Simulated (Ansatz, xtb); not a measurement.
C4H8SeSi: which of two isomers lies lower

We compare a, `C1=C[SiH2][Se]CC1`, a singlet, with b, `CC1=CC[Si@@H]1[SeH]`, a singlet. Both are isolated molecules in the gas phase, relaxed with PBE-D3(BJ)/def2-SVP; the shapes shown needn't be the lowest conformers.

a (Å):

```xyz
14

C     0.0509   -0.7769    0.8687
C     0.0730   -1.5143   -0.2657
C     0.4719    1.5536   -0.1917
C     0.4438    0.6688    1.0489
Se    1.8211    1.0247   -1.5649
Si    0.7394   -0.9618   -1.9290
H    -0.2864   -1.2673    1.8018
H    -0.2742   -2.5616   -0.1880
H    -0.3694   -0.8481   -2.9475
H     1.7402   -1.9523   -2.4600
H    -0.5211    1.5865   -0.6839
H     0.7482    2.5916    0.0749
H     1.4330    0.7054    1.5623
H    -0.2696    1.1243    1.7736
```

b (Å):

```xyz
14

C    -2.9172   -0.8488    1.2371
C    -1.6200   -0.3896    0.6647
C    -1.3425    0.1785   -0.5458
C     0.1541    0.4357   -0.6666
Se    1.2706   -2.2396    1.5833
Si    0.1944   -0.2470    1.1280
H    -3.7598   -0.7014    0.5300
H    -3.1559   -0.3080    2.1774
H    -2.8745   -1.9261    1.5041
H    -2.0882    0.4287   -1.3297
H     0.4391    1.4965   -0.8328
H     0.6634   -0.1863   -1.4324
H     0.5960    0.7237    2.2099
H     2.3399   -1.5676    2.3642
```

Question: Which of the two would you expect CCSD(T)/def2-SVP + ΔMP2/def2-TZVPP electronic energies to favour?

Answer: Structure a; the calculation gives E(b) − E(a) = +7.8 kcal/mol.

How the difference moves with the method:

```tsv
level	geometry	E(b) − E(a) (kcal/mol)	departure from the last row (kcal/mol)	job, with rough time for the two
GFN2-xTB	GFN2-xTB	+19.6	+11.9	optimisation, 0.17 s
HF/STO-3G	GFN2-xTB	+23.0	+15.2	single point, 0.54 s
r2SCAN-D4/def2-SVP	GFN2-xTB	+10.1	+2.3	single point, 5 s
PBE-D3(BJ)/def2-SVP	PBE-D3(BJ)/def2-SVP	+6.5	−1.3	optimisation, 76 s
HF/def2-SVP	PBE-D3(BJ)/def2-SVP	+7.3	−0.5	part of the CCSD(T) run
MP2/def2-SVP	PBE-D3(BJ)/def2-SVP	+7.0	−0.8	part of the CCSD(T) run
CCSD(T)/def2-SVP	PBE-D3(BJ)/def2-SVP	+7.8	0.0	single point
CCSD(T)/def2-SVP + ΔMP2/def2-TZVPP	PBE-D3(BJ)/def2-SVP	+7.8		single point, 90 s
```

As drawn, b has 1 C–Si, 1 Se–H in place of 1 C–Se, 1 Si–H. Structure a has a 6-membered ring, b a 4-membered ring.

The levels shown agree on the order. The largest departure from CCSD(T)/def2-SVP + ΔMP2/def2-TZVPP is that of HF/STO-3G, 15.2 kcal/mol. The last row adds to CCSD(T) the change of the MP2 difference between the two basis sets, here 0.0 kcal/mol.

With thermal terms from frequencies at re-optimised GFN2-xTB minima (ideal gas, soft modes damped towards free rotors, one conformer each, 298.15 K, 1 atm): on the last row, ΔE + ΔZPE = +5.9, ΔH = +6.8, ΔG = +4.4 kcal/mol.

The correlated steps freeze 18 core orbitals; the filled d shell of Se is correlated, in a basis made for valence electrons. Mirror images aren't counted in ΔG. Codes used: Ansatz 0.2.0, xtb 6.7.1; the last row on 4 threads of Arm Neoverse V1 on a shared host.

The six-membered ring a lies below the four-membered ring b at every level, and the preference survives the thermal terms, though it shrinks to +4.4 kcal/mol in free energy. Ring strain is the probable main cause: b forces silicon and two sp2 carbons into angles far from their preferred values, while a is much less constrained. The bond exchange probably works the other way, since a C–Si and a Se–H bond together are typically stronger than a C–Se and a Si–H bond. The more substituted double bond in b should also help it, so the gap understates the difference in strain. The entropy term favours b, as expected when a larger ring is traded for a small one carrying methyl and SeH rotors.

Hartree–Fock in the larger basis comes close to CCSD(T), so correlation largely cancels between the isomers; the STO-3G error suggests instead that a minimal basis describes the strained ring and the heavier atoms poorly. The energy order says nothing about how readily b would rearrange to a.
